Why does the same vibration run six times more slowly in InSb than in BN, when both crystals have the same structure and each atom has four neighbours? And why is AlN slower than BP by a fifth, although its bond is shorter? The first answer lies in the mass that moves and in the stiffness of the bonds that hold it. The second probably needs a further ingredient, the electric dipoles that the motion itself creates.

Zincblende crystals, relaxed with Ansatz 0.2.0 in density-functional theory (LDA, plane-wave PAW, scalar-relativistic, no spin polarisation, cutoff 420 eV). Frequencies are those of the zone-centre optical modes, from linear response without the long-range (LO–TO) term. Smearing is Fermi–Dirac; a width of 0 eV means fixed occupations.

```csv
formula,element on site A,Z A,mass A (u),element on site B,Z B,mass B (u),volume per atom (Å³),shortest distance (Å),k mesh,smearing width,lowest phonon frequency (cm⁻¹)
BN,B,5,10.8,N,7,14,5.74,1.550,12×12×12,0 eV,1068.0
BP,B,5,10.8,P,15,31,11.32,1.945,10×10×10,0 eV,820.7
AlN,Al,13,27,N,7,14,10.24,1.880,10×10×10,0 eV,664.1
GaSb,Ga,31,69.7,Sb,51,121.8,27.68,2.620,12×12×12,0.15 eV,223.2
InAs,In,49,114.8,As,33,74.9,27.36,2.609,12×12×12,0.15 eV,214.7
InSb,In,49,114.8,Sb,51,121.8,33.56,2.793,12×12×12,0.15 eV,177.4
```

In this mode all atoms on site A move one way and all atoms on site B the other. The listed frequencies belong to the transverse form of the motion, in which no long-range electric field builds up. With two atoms in the cell and cubic symmetry, one force constant $K$ describes it:

$$\omega^2=\frac{K}{\mu},\qquad \mu=\frac{m_A m_B}{m_A+m_B},$$

where $\omega$ is the angular frequency, $m_A$ and $m_B$ are the two masses and $\mu$ is the reduced mass. The relation is exact for small vibrations, so any frequency ratio can be split into a mass part and a stiffness part. From BN to InSb the frequency falls by a factor of 6.0, of which 3.1 comes from mass and 1.9 from softer bonds.

The reduced mass is always smaller than the mass of the lighter atom. It approaches that mass when the partner is much heavier, because the lighter atom then does nearly all of the moving. This is why replacing nitrogen by the much heavier phosphorus raises it only from 6.1 u in BN to 8.0 u in BP. The great step comes when no light atom is left: in GaSb the reduced mass is 44 u. One light atom is therefore enough to keep the reduced mass small.

Stiffness falls for a related reason. Atoms from lower rows of the periodic table have larger cores and more extended valence shells, so their bonds are longer. The bonding energy then changes more gently when an atom is displaced, and the restoring force is weaker. A Coulomb-like energy $e^2/d$, with $d$ the bond length (the shortest distance in the table), would give a curvature proportional to $1/d^3$. Heavier atoms thus slow the vibration twice, by their inertia and by their softer bonds.

A power law for the force constant, fitted to all six rows, gives $K\propto d^{-2.3}$ with an uncertainty of about 0.3 in the exponent. Combined with the reduced mass it reproduces the computed frequencies with a typical error of 5%, against 25% if all bonds are taken as equally stiff. The worst row is BP, which the fit puts 11% too low. The exponent is a description of these six crystals, not a law of bonding; the output printed after the text gives the details.

GaSb and InAs show how the rule works between neighbours. Each pairs one element of the gallium–arsenic row with one of the indium–antimony row, so their reduced masses and bond lengths nearly match, and their frequencies differ by only 4%. That small difference should not be interpreted, since both results may be sensitive to the sampling of electron states. In InSb both atoms come from the lower row, and the frequency drops clearly.

For fast transistor channels made of InAs or InSb, a low frequency means that heat alone excites the vibration. At 300 K the listed frequencies correspond to about 0.6 phonons per mode in InAs and 0.7 in InSb, but only 0.04 in AlN. Electrons in such a channel can therefore absorb optical phonons as well as emit them. The longitudinal mode, which scatters electrons most strongly in polar crystals, lies higher than the transverse one, so these occupations are upper estimates for it.

BP and AlN together break the rule of mass and bond length: the fit puts BP too low and AlN too high. Starting from BP, the mass ratio and the fitted bond rule predict

$$820.7\ \mathrm{cm^{-1}}\times\sqrt{\frac{8.01}{9.22}}\times\left(\frac{1.945}{1.880}\right)^{1.15}\approx 795\ \mathrm{cm^{-1}},$$

where the exponent is half of 2.3 because the frequency follows the square root of $K$. The computed value is 664 cm⁻¹, although both rows were part of the fit. Mass accounts for a modest part of the drop from BP to AlN. The real anomaly is the stiffness: the shorter bond has the smaller force constant, 15 against 20 eV/Å².

The main cause is probably electrical. Aluminium and nitrogen differ strongly in electronegativity, boron and phosphorus little, so the same displacement creates a much larger dipole in AlN. In a transverse vibration, the field of the surrounding dipoles pushes each ion further along its displacement. It works against the restoring force of the bonds. If the dipoles are treated as points in a medium that screens evenly, it lowers $K$ by

$$\Delta K=\frac{4\pi}{3}\,\frac{e^2 Z^{*2}}{\varepsilon_\infty V}.$$

Here $Z^*$ is the Born charge, which measures the dipole created per displacement, $\varepsilon_\infty$ is the screening by the electrons, and $V$ is the volume of the two-atom cell.

The same calculations give $Z^*=2.54$ and $\varepsilon_\infty=4.54$ for AlN. With $e^2=14.4$ eV Å and twice the tabulated volume per atom,

$$\Delta K=\frac{4\pi}{3}\,\frac{14.4\times2.54^2}{4.54\times20.5}\approx4.2\ \mathrm{eV/Å^2}.$$

In BP the Born charge is only 0.64 in size and the screening is twice as strong, which leaves a softening of about 0.1 eV/Å². This difference makes up about 84% of the gap in force constant between the two crystals. Nothing in it is fitted, but the share depends on how the screening is described. If the ions are instead treated as polarizable points, $\varepsilon_\infty$ in the formula is replaced by $(\varepsilon_\infty+2)/3$. The softening of AlN then doubles and exceeds the whole gap. Both descriptions make the dipoles large enough to matter, but neither fixes their exact share.

With even screening, AlN and BP without the dipole part are almost equally stiff, at 19 and 20 eV/Å². The shorter bond of AlN should still make it the stiffer one, so in this description the dipoles explain most of the gap but do not restore the bond rule. With polarizable ions the shorter bond would again be the stiffer one. BN, the other nitride, follows the fitted power law to within 2% in frequency, but looks soft as well when the steeper inverse cube is the yardstick. Measured against $e^2/d^3$, both nitrides are softer than the other four compounds, and removing their dipole part, again with even screening, closes only some of the distance. Whether the rest is also electrical cannot be read from these data. For GaSb, InAs and InSb the dipole part is unknown: the calculation closes or nearly closes their band gaps, treats these semiconductors as metals, and yields no Born charges.

The dipoles also decide which of the two crystals has the higher longitudinal frequency. In that form of the motion a long-range field opposes the displacement and stiffens the mode. From the same charges and screening, AlN rises to about 902 cm⁻¹ and BP only to 828 cm⁻¹, so their order is reversed. Of these two zone-centre vibrations, AlN is therefore the slower crystal only in the transverse one. These values hold for cubic AlN, not for its stable wurtzite form.

Printed output of the fit:

```
fit of log(kf) on 6 rows: constant 4.289 +/- 0.21, coefficient of log(d) -2.294 +/- 0.26; rms 0.111, worst BP -0.225, leave-one-out rms 0.147
Mass, stiffness and frequency misses of the models:
   row  reduced mass (u)  force constant (eV/A^2)  force constant in units of e^2/d^3  miss fitted power (%)  miss inverse cube (%)  miss mass alone (%)  phonons per mode at 300 K
    BN             6.097                    25.57                               6.613                  2.133                  15.26               -31.04                      0.006
    BP              8.01                    19.84                               10.14                 -10.62                 -6.901                -21.7                    0.01991
   AlN              9.22                    14.95                                 6.9                  7.046                  12.85               -9.809                    0.04317
  GaSb             44.33                    8.122                               10.14                -0.7321                  -6.93                22.38                     0.5217
  InAs             45.33                    7.684                               9.476                  2.552                 -3.708                25.82                     0.5555
  InSb              59.1                    6.839                               10.35                 0.5246                 -7.856                33.35                     0.7454
rms frequency miss, fitted power of bond length (%): 5.39
rms frequency miss, inverse cube of bond length (%): 9.739
rms frequency miss, mass alone (%): 25.2
frequency ratio BN to InSb: 6.02
part of that ratio from mass (factor): 3.113
part of that ratio from stiffness (factor): 1.934
frequency ratio AlN to BP: 0.8092
part of that ratio from mass (factor): 0.9321
part of that ratio from stiffness (factor): 0.8682
dipole softening of force constant, BN (eV/A^2): 4.059
dipole softening of force constant, BP (eV/A^2): 0.1188
dipole softening of force constant, AlN (eV/A^2): 4.203
force constant without dipole part, BN (eV/A^2): 29.63
force constant without dipole part, BP (eV/A^2): 19.96
force constant without dipole part, AlN (eV/A^2): 19.16
share of the BP-AlN force constant gap due to dipoles (%): 83.58
longitudinal frequency BP (cm^-1): 828
longitudinal frequency AlN (cm^-1): 901.6
InAs below GaSb in frequency (%): 3.808
force constant without dipole part in units of e^2/d^3, BN: 7.663
force constant without dipole part in units of e^2/d^3, AlN: 8.839
```
